## Question

In cubic BaTiO₃, a change of one per cent in the cell edge shifts a band gap of about 2 eV by some hundredths of an electronvolt. The table follows this shift through nine cells, from strong compression to strong stretching. Its shortest distance is the Ti–O contact, which is half the cell edge. The band gap is the least energy between filled and empty states; the least direct gap is the smallest such energy when both states must have the same k point.

In every cell the lowest empty state lies at Γ, the centre of the Brillouin zone. The highest filled state lies at Γ in the smallest cell, but at R, a corner of the zone, in the cells of volume 12.743 and 14.335 Å³/atom.

(a) From these three cells alone, make a rule for the band gap that can be used by hand.

(b) Apply it to the cells with Ti–O distances of 1.937 and 2.057 Å.

(c) How accurate is the rule, and where does it end?

Cubic BaTiO₃ (space group Pm-3m, 5 atoms per cell) at nine volumes, computed with Ansatz 0.2.0 using the r2SCAN functional with spin–orbit coupling. The runs use plane waves with PAW potentials, a 500 eV cutoff, a 6×6×6 k mesh and fixed occupations. Both gaps are the least values found over the mesh and the separately computed k points.

```tsv
volume (Å³/atom)	shortest distance (Å)	band gap (eV)	least direct gap (eV)
11.275	1.917	2.337	2.337
11.631	1.937	2.317	2.317
11.994	1.957	2.291	2.291
12.365	1.977	2.231	2.259
12.743	1.997	2.156	2.221
13.130	2.017	2.081	2.180
13.523	2.037	2.006	2.134
13.925	2.057	1.932	2.086
14.335	2.077	1.859	2.036
```

## Model answer

**(a) The rule.** The filled states at the top are mainly O 2p and the lowest empty ones mainly Ti 3d. Positive neighbours lower the energy of an electron on oxygen, and negative neighbours raise it on titanium. Stretching the crystal moves these neighbours away, weakens both effects and should narrow the gap. This standard electrostatic argument suggests the direction of the trend, and the table bears it out; the size has to come from the table.

Two gaps must be followed, because two filled levels compete for the top. One gap runs from R to Γ, the other from Γ to Γ. Both end at the same empty state, so the higher filled level gives the smaller gap. The band gap is therefore the lower of the two.

The natural starting point is the cell of 12.743 Å³/atom, which is almost free of pressure. Let p be the change of the Ti–O distance from its value there, in per cent. For small p each gap can be written as its starting value plus a slope times p, with a term in p² where the data show a bend.

The R-to-Γ gap is known in the starting cell and in the largest one, where p = +4. Two points fix a straight line, with slope (1.859 − 2.156)/4 = −0.074 eV per per cent.

The Γ-to-Γ gap is the least direct gap and is known in all three cells. The two ends give its slope, (2.036 − 2.337)/8 = −0.038 eV per per cent. Their mean lies 0.0345 eV below the middle value, and dividing this by 4² gives a bend of −0.0022 eV per per cent squared. In electronvolts the rule is then:

- R to Γ: 2.156 − 0.074 p
- Γ to Γ: 2.221 − 0.038 p − 0.0022 p²
- band gap: the lower of the two

**(b) Two cells.** Neither of these cells was used to set the rule. For 1.937 Å, p = 100 × (1.937/1.997 − 1) = −3.0, and the two gaps are:

- R to Γ: 2.156 + 0.222 = 2.378 eV
- Γ to Γ: 2.221 + 0.114 − 0.020 = 2.315 eV

The lower value is the direct gap, so the estimate is 2.315 eV. The table has 2.317 eV.

For 2.057 Å, p = +3.0, and the order is reversed:

- R to Γ: 2.156 − 0.222 = 1.934 eV
- Γ to Γ: 2.221 − 0.114 − 0.020 = 2.087 eV

The estimate is now an indirect gap of 1.934 eV, against 1.932 eV in the table. The second line is useful as well, since it reproduces the least direct gap of this cell to about 0.001 eV.

**(c) Accuracy and range.** Over all nine rows the rule stays within 0.003 eV of the calculated band gap, while the gap itself changes by almost half an electronvolt. Six of these rows played no part in setting the coefficients. For five of them the agreement tests interpolation. In the cell of 12.365 Å³/atom the R-to-Γ line is used one per cent beyond its own two points, and it still holds to about 0.001 eV. Under stronger compression the table shows only that this gap is no longer the lower one, not how large it is. The printed output after this text gives the misses row by row.

Going outside the known range costs accuracy. When the Γ-to-Γ curve is fitted to the five middle cells only and continued to the two ends, it misses the calculated values there by 0.006 and 0.007 eV. Beyond 4 % in either direction no row tests the rule.

The range is already wide in terms of pressure. The smallest cell needs about 29 GPa, and the largest would have to be pulled apart with about 16 GPa. Near the starting cell, shortening the edge by one per cent takes roughly 6 GPa and opens the gap by 0.075 eV.

## Remarks on the reasoning

**The change of pace is the key to the table.** In the three smallest cells the band gap falls by only 0.02 to 0.03 eV per step, and from 12.365 Å³/atom upwards by about 0.075 eV. A candidate who sees only the band gap may take this for an irregular patch in the data. The least direct gap runs smoothly through the same region, and the filled level at the top changes from Γ to R between 11.994 and 12.365 Å³/atom. A single line with the R slope, carried into the compressed cells, overestimates the gap of the smallest one by 0.11 eV.

**The bend may be dropped for a quick estimate.** Two straight lines then serve, and the worst error rises to about 0.04 eV, again in the smallest cell. What must be kept is the choice between two levels.

**The electrostatic picture predicts a direction, not a slope.** With full charges of Ti⁴⁺ and O²⁻ and no screening, a rough estimate gives a slope about ten times too steep for the R-to-Γ gap, and still further off for the Γ-to-Γ gap. Real charges are smaller because the bonds are partly covalent, and the electrons rearrange as the cell changes. Compression also increases the overlap between oxygen ions, which is expected to raise the top of the filled bands and so to offset part of the opening. Why the level at Γ overtakes that at R under compression is not settled by these data. A reasonable guess is that O 2p states at Γ are pushed up by the filled p shells of the neighbouring metal ions, which come closer under compression. Symmetry allows this mixing for the O 2p level expected on top at Γ but, spin–orbit coupling aside, forbids it for the one expected on top at R.

**The rule describes an ideal cubic crystal.** In real BaTiO₃ the Ti ions sit off centre at room temperature and below, and locally also in the hot cubic phase. Stretching favours such shifts, and they usually widen the gap. The cells here have no such shift, so the estimates for stretched cells are the least safe guide to a real sample. The calculated gap is also too small from the start: about 2.2 eV in the starting cell, against a measured value of roughly 3 eV. Functionals such as r2SCAN usually give too small a gap, and the missing Ti shifts can add to the difference. The rule estimates what this calculation would give at another cell size; whether its slopes also hold for measured gaps is not tested here.

Numerical output:

```
Slope of the R to Gamma gap, eV per 1 % of edge: -0.07425
Slope of the Gamma to Gamma gap at the reference, eV per 1 % of edge: -0.03763
Bend of the Gamma to Gamma gap, eV per (1 % of edge) squared: -0.002156
Pocket rule, energies in eV:
     row  edge_change_percent  gap_step  direct_less_band_gap  Gamma_estimate  R_estimate  lower_of_two  rule_less_table
  11.275               -3.998       n/a                     0           2.338       2.452         2.338        0.0007531
  11.631               -2.998     -0.02                     0           2.315       2.378         2.315        -0.001856
  11.994               -1.999    -0.026                     0           2.288       2.304         2.288        -0.002831
  12.365              -0.9987     -0.06                 0.028           2.257        2.23          2.23        -0.001095
  12.743                    0    -0.075                 0.065           2.221       2.156         2.156                0
   13.13                1.002    -0.075                 0.099           2.181       2.082         2.082        0.0008341
  13.523                    2    -0.075                 0.128           2.136       2.008         2.008         0.001995
  13.925                3.001    -0.074                 0.154           2.087       1.934         1.934         0.001931
  14.335                4.002    -0.073                 0.177           2.034        1.86          1.86        0.0008464
Largest miss of the pocket rule over all rows, eV: 0.002831
Rms miss over the six rows not used for calibration, eV: 0.001874
Largest miss of two straight lines without the bend, eV: 0.03591
Largest miss of the R line alone used for all rows, eV: 0.1148
Edge change where the two estimates cross, %: -1.641
Deformation potential of the R to Gamma gap, eV per unit of ln V: -2.467
Deformation potential of the Gamma to Gamma gap at the reference, eV per unit of ln V: -1.267
Unscreened point-charge slope over the R slope, order of magnitude only: 9.459
fit of least_direct_gap on 5 rows (abs(p) < 2.5): constant 2.221 +/- 0.00035, coefficient of p -0.0393 +/- 0.00016, coefficient of psq -0.002219 +/- 0.00014; rms 0.00032, worst 12.365 -0.000489, leave-one-out rms 0.00085
  rows outside the fit (model, value, miss): 11.275 2.343, 2.337, 0.00612; 11.631 2.319, 2.317, 0.00234; 13.925 2.084, 2.086, -0.00245; 14.335 2.029, 2.036, -0.00736
```
